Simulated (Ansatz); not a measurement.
# SnO₂: energy above lowest point against volume scale

Results calculated with Ansatz 0.2.0, not measured. Free energy against uniform scaling of the volume at fixed shape and fractions; periodic cell, basis, potentials, k mesh and filling as listed.

The cell before it is scaled or strained (space group P6_3/mmc, No. 194):
```
CELL_PARAMETERS angstrom
3.23060 0.00000 0.00000
-1.61530 2.79780 0.00000
0.00000 0.00000 10.79060
ATOMIC_POSITIONS crystal
Sn 0.00000 0.00000 0.50000
Sn 0.00000 0.00000 0.00000
O 0.66667 0.33333 0.40586
O 0.66667 0.33333 0.09414
O 0.33333 0.66667 0.59414
O 0.33333 0.66667 0.90586
```

Settings of every row: functional r2SCAN; dispersion none; potentials PAW; wave cutoff 600 eV; density cutoff 2400 eV; k mesh 7x7x2; k shift 0x0x0; occupations fermi dirac; smearing width 0.05 eV; spin none.

Limits: the cell comes from a prototype or a list of computed structures and needn't be the stable phase.

| row | volume scale | V (Å³/atom) | energy above lowest point (meV/atom) |
| --- | --- | --- | --- |
| 1 | 0.88 | 14.305 | 53.6 |
| 2 | 0.92 | 14.955 | 10.9 |
| 3 | 0.96 | 15.605 | 0 |
| 4 | 1 | 16.255 | ? |
| 5 | 1.04 | 16.905 | 48 |
| 6 | 1.08 | 17.556 | 97.3 |
| 7 | 1.12 | 18.206 | 158.8 |

Question: what energy above lowest point should row 4 give?

Worked fit of energy above lowest point. Take u = (V_r/V)^(2/3) − 1 with V_r = 16.255 Å³ an atom, which is twice the finite (Eulerian) strain; such expansions in the strain, on which the Birch-Murnaghan equation of state is built, carry the rest volume and the bulk modulus. The shown rows have u = 0.08893, 0.05714, 0.02758, -0.0258, -0.05004, -0.07278. Least squares give energy above lowest point = 14.14 − 928.6 × u + 14945 × u² + 5469 × u³ meV/atom; a parabola predicts inner rows, each left out in turn, worse (root mean square 1 against 0.072 meV/atom). All shown rows lie on it to the printed digit. Its lowest point lies at u = 0.0306, or V = 15.54 Å³ an atom, and the curvature there gives the bulk modulus at fixed shape and fractions, B = (4/9)(1 + u)² E″(u)/V = 150 GPa. Letting shape and atoms relax would as a rule lower it, by much in layered, chain or molecular crystals. The withheld row has u = 0, so the fit gives 14.14 − 928.6 × (0) + 14945 × (0)² + 5469 × (0)³ = 14.1 meV/atom.

The calculation gave 14.1 meV/atom. The fit meets it to the printed digit.
